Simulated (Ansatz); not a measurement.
A film clamped to a substrate in Ta3Ru

Computed with DFT PBEsol, scalar-relativistic, plane waves, PAW in Ansatz 0.2.0. Settings: plane waves to 420 eV, k-mesh 18×18×6 (Γ-centred), Gaussian smearing 0.15 eV. Spin–orbit coupling is left out, which can shift energies with elements as heavy as these. No spin polarisation. Energies are free energies at this smearing, counted from the undisturbed cell; pressure is positive in compression.

The starting cell (relaxed at this level; with this scan's settings it stands at 0.1 GPa; it needn't be the usual structure):

```yaml
crystal:
  lattice:
    - [1.63462, -2.31805, 0.00000]
    - [1.63462, 2.31805, 0.00000]
    - [0.00000, 0.00000, 8.74577]
  atoms:
    - { symbol: Ta, position: [0.50000, 0.50000, 0.76355] }
    - { symbol: Ta, position: [0.00000, 0.00000, 0.50000] }
    - { symbol: Ta, position: [0.50000, 0.50000, 0.23645] }
    - { symbol: Ru, position: [0.00000, 0.00000, 0.00000] }
```

The cell (4 atoms, V0 = 66.28 Å³) is strained by p along both x and y and by q along z, fractional coordinates fixed. τp = (1/V0) ∂E/∂p = (σxx + σyy)(1 + p)(1 + q) and τq = (1/V0) ∂E/∂q = σzz(1 + p)², with tension positive.

```csv
p,q,ΔE (meV/atom),τp (GPa),τq (GPa)
0.000,0.000,0.00,-0.16,-0.12
-0.015,0.000,12.19,-15.85,-6.05
0.015,0.000,10.81,13.82,5.45
0.000,-0.015,4.64,-6.09,-5.95
0.000,0.015,4.04,5.41,5.24
```

Problem. Get the second derivatives of the energy density.

Solution. Central differences give A = ∂τp/∂p = 989 GPa (C11 + C22 + 2 C12), C = ∂τq/∂q = 373 GPa (C33) and the cross term B = ∂τq/∂p = 383 GPa (C13 + C23); ∂τp/∂q = 383 GPa must equal B, and any difference shows higher-order terms. The ions are clamped.

Problem. A film of this crystal grows with z along the normal on a substrate that imposes p. How does its thickness respond, and what does the misfit cost?

Solution. Count p and q from the stress-free cell. A free surface needs τq = 0, so q = −(B/C) p = -1.03 p. The energy density left is (A − B²/C) p²/2 = M p², with the biaxial modulus M = 298 GPa; a misfit of 1 % costs 3.08 meV/atom, against 5.11 meV/atom if the thickness were held.

Forces appear on the atoms along this scan, and letting them relax would lower the energy and soften the response. In a metal these slopes depend on the k mesh and the smearing.

Letting the thickness respond removes a substantial part of the misfit cost, yet the film doesn't keep its volume: the normal strain nearly equals the strain along one in-plane axis, whereas constant volume would need about twice that. B slightly exceeds C, but it is the sum of two coupling constants, so this is no sign of instability. The positive M shows only that the cell resists this combined stretch, and says nothing about shear.

The large moduli fit strong d bonding. Ta from group 5 and Ru from group 8 together probably fill mostly bonding d states, while the compressed electron gas and overlapping cores oppose a smaller volume. That repulsion steepens at short distances, which explains why compression costs more than equal extension in both directions. The stress changes show the same asymmetry, so the small residual stress isn't its only source.

Since x and y are inequivalent in this cell, M describes their combined response, and the stresses along the two film axes may differ even under equal misfit.
